## Pull and push on a stiff nitride

A pull of 3 GPa, some thirty thousand atmospheres, enlarges the volume of this tungsten nitride by less than 1 %. A push ten times as strong shrinks it by about 7 %. The crystal is a rock-salt lattice in which one tungsten site in four is empty, in a regular pattern. What happens at zero pressure, and under a push of 3 GPa? In particular, is that push the mirror image of the pull?

Cubic W3N4 (Pm-3m, 7 atoms per cell, a = 4.216 Å), with cell and atoms relaxed at each pressure at zero temperature, keeping the symmetry; changes are relative to the given cell. Ansatz 0.2.0, DFT with PBE, plane-wave PAW, scalar-relativistic, no spin polarisation; cutoff 420 eV, 8×8×8 k mesh, Gaussian smearing of width 0.1 eV.

| pressure (GPa) | volume change (%) | enthalpy change (eV/atom) | a change (%) |
| --- | --- | --- | --- |
| -3 | 0.89 | -0.201 | 0.30 |
| 0 | ? | ? | ? |
| 3 | ? | ? | ? |
| 8 | -2.17 | 0.529 | -0.73 |
| 15 | -3.88 | 0.982 | -1.31 |
| 30 | -7.10 | 1.929 | -2.42 |

Negative pressure means tension. The volume change and the a change, which is the change of the cube edge, are measured against the given cell. So is the enthalpy change, where the enthalpy is H = E + PV, with E the internal energy, P the pressure and V the volume.

### Two limits

In the limit of very small pressure, a crystal answers in proportion. Push and pull then give equal and opposite changes, and the ratio of pressure to relative volume change is the bulk modulus B. If proportion held all the way, the growth of 0.89 % at -3 GPa would become a loss of 8.9 % at 30 GPa. The table gives only 7.10 %.

The other limit is strong compression, where a crystal is expected to stiffen. When atoms are pushed closer, the repulsion between their electron shells rises more and more steeply, so each further GPa achieves less. In this crystal every atom sits on a site fixed by symmetry, and the calculation keeps that symmetry. No atom can step aside, and all W–N distances must shrink in step with the edge.

The known rows show the stiffening directly. The average bulk modulus is about 357 GPa between -3 and 8 GPa and about 440 GPa between 15 and 30 GPa. That is a gain of roughly 4 GPa in stiffness for each GPa of pressure.

### From stiffness to volume

Take this gain as exactly 4, so that B = B₀ + 4P, where B₀ is the bulk modulus at zero pressure. A small step in pressure then changes the volume by dV/V = −dP/(B₀ + 4P). Adding up the steps gives the Murnaghan equation,

(V/V₀)⁻⁴ = 1 + 4P/B₀,

where V₀ is the volume at zero pressure. With V measured against the given cell instead of V₀, the inverse fourth power is still a straight line in pressure, and its two constants were fitted to the four known rows. The result is B₀ ≈ 350 GPa. This value is tied to the assumed gain of 4: a larger gain would give a smaller B₀ from the same rows.

For 3 GPa, a row outside the fit, the line gives 0.9998 + 0.01143 × 3 = 1.034. Carried through with the unrounded constants, the fourth root is 1.0084 and its inverse 0.9916. The volume should therefore fall by 0.84 %. The edge, as the cube root of the volume, should fall by a third of that.

The enthalpy needs no new constant, because its slope with pressure is the volume itself, dH/dP = V. An atom here occupies 10.71 Å³, and 1 eV/Å³ is about 160 GPa, so each GPa adds about 0.07 eV per atom. For 3 GPa this makes 3 × 10.71/160 ≈ 0.20 eV per atom. Such a rise is mostly the term PV and is no sign that the crystal becomes unstable; that would take a comparison with other phases at the same pressure. Nor do these rows test whether the cubic cell is stable against distortions, since its symmetry was kept throughout.

### The forecasts

- At 0 GPa: volume change 0.00 ± 0.02 %, a change 0.00 ± 0.01 %, enthalpy change 0.000 ± 0.001 eV/atom.
- At 3 GPa: volume change -0.84 ± 0.02 %, a change -0.28 ± 0.01 %, enthalpy change +0.200 ± 0.001 eV/atom.
- The crystal shrinks slightly less at 3 GPa than it grows at -3 GPa.

The ranges are judgements, not statistical limits. Changing the assumed gain in stiffness by one unit shifts the volume forecast at 3 GPa by about 0.01 %, and the table is rounded to 0.01 %.

The withheld rows as computed:

| pressure (GPa) | volume change (%) | enthalpy change (eV/atom) | a change (%) |
| --- | --- | --- | --- |
| 0 | 0.00 | 0.000 | 0.00 |
| 3 | -0.86 | 0.200 | -0.29 |

### What the rows say

At zero pressure the forecasts hold, but they were hardly a risk. The given cell is the relaxed cell at zero pressure, and all changes are counted from it. What the row does test is the fit: the line through the other four pressures meets this point to within about 0.004 % of the volume. That is closer than it meets the fitted rows at -3 and 8 GPa, which it misses by about 0.01 %, so part of the agreement is chance.

At 3 GPa the tabulated volume falls by 0.86 %, at the very edge of the stated range; by the unrounded volumes it falls by 0.864 %, just outside it. The unrounded forecast misses the tabulated value by 0.024 % and the unrounded one by 0.028 %, more than the range allowed. The a change of -0.29 % also lies at the edge of its range, but it is the same miss seen through a cube root.

About half of this miss comes from the pressure reached in this run and has nothing to do with stiffness. A relaxation stops once the pressure is close enough to its target, and this one stopped at 3.053 GPa instead of 3 GPa. The extra 0.053 GPa takes away another 0.053/350 ≈ 0.015 % of the volume. Part of the rest is expected to come from similar offsets in the fitted rows: the run for 15 GPa, for example, ended at 14.93 GPa. A further part does concern stiffness. The unrounded volumes at -3 and 3 GPa, taken with the pressures reached, give a bulk modulus of about 346 GPa near zero pressure, a little softer than the fitted 350 GPa, as expected if the gain is somewhat above 4. A forecast this sharp has to be compared with the pressure that was reached, not with the one that was asked for.

Push and pull are indeed not mirror images. The growth at -3 GPa exceeds the shrinkage at 3 GPa by 0.03 % of the volume. The overshoot in pressure hides part of the difference, which at exactly 3 GPa would be about 0.04 % by the unrounded volumes. Expanding the Murnaghan equation for small pressure shows why the difference is so slight: it is about 5(P/B₀)², which here is 5 × (3/350)² ≈ 0.04 %. Four of the five parts come from stiffening. The fifth is plain arithmetic, since equal relative steps up and down do not give equal percentages.

The same expression serves for a neighbouring case. A crystal with half the bulk modulus and the same gain in stiffness would change its volume about twice as much at 3 GPa, but its asymmetry would be about four times as large. Proportional response is thus a good working rule as long as the pressure is a small fraction of the bulk modulus.

The enthalpy at 3 GPa comes out at 0.200 eV/atom, as forecast. The overshoot does little harm here. The table takes P in E + PV as the intended 3 GPa, and at fixed P this sum has its minimum at the equilibrium volume, so a small error in V hardly changes it. For the same reason, this success is a weaker test than the volume. An error of 0.02 % in a PV term of 0.2 eV is only 0.00004 eV, far below the last printed digit. Enthalpy can therefore be predicted well from a rough compression curve, whereas the stiffness has to be read from the volumes. The printed output after this section gives the fit and its misses for every row.

Output of the analysis:

```
average bulk modulus from -3 to 8 GPa [GPa]: 357.1
average bulk modulus from 8 to 15 GPa [GPa]: 397
average bulk modulus from 15 to 30 GPa [GPa]: 440.2
rise of bulk modulus per GPa of pressure, known rows: 4.154
fit of y on 4 rows: constant 0.9998 +/- 0.00032, coefficient of P 0.01143 +/- 1.9e-05; rms 0.000317, worst 8 -0.000423, leave-one-out rms 0.000846
  rows outside the fit (model, value, miss): 0 0.9998, 1, -0.00016; 3 1.034, 1.035, -0.00102
fit of L on 4 rows: constant -0.0004583 +/- 0.0017, coefficient of P -0.002489 +/- 9.9e-05; rms 0.00168, worst -3 -0.00185, leave-one-out rms 0.00474
  rows outside the fit (model, value, miss): 0 -0.0004583, 0, -0.000458; 3 -0.007926, -0.008637, 0.000711
bulk modulus at zero pressure, stiffening model [GPa]: 349.8
rough shift of the 3 GPa volume forecast per unit of slope [% of volume]: 0.01155
growth at -3 GPa less shrinkage at 3 GPa, computed [% of volume]: 0.03
Volume and edge changes in %:
  row  volume model  volume computed       miss  constant stiffness  edge model  edge computed
   -3        0.8805             0.89  -0.009521              0.7034      0.2926            0.3
    0      0.004007                0   0.004007            -0.04582    0.001335              0
    3       -0.8357            -0.86    0.02433             -0.7895     -0.2793          -0.29
    8        -2.161            -2.17    0.00947              -2.017     -0.7254          -0.73
   15        -3.876            -3.88   0.003732              -3.709      -1.309          -1.31
   30        -7.104             -7.1  -0.004153              -7.238      -2.426          -2.42
Enthalpy changes in eV/atom:
  row    model  computed        miss  computed less PV
   -3  -0.2013    -0.201  -0.0003341          0.001238
    0        0         0           0                 0
    3   0.1996       0.2  -0.0003855           0.00127
    8   0.5287     0.529  -0.0003254          0.006056
   15   0.9822     0.982   0.0002235           0.01862
   30    1.929     1.929   6.285e-06           0.06678
```
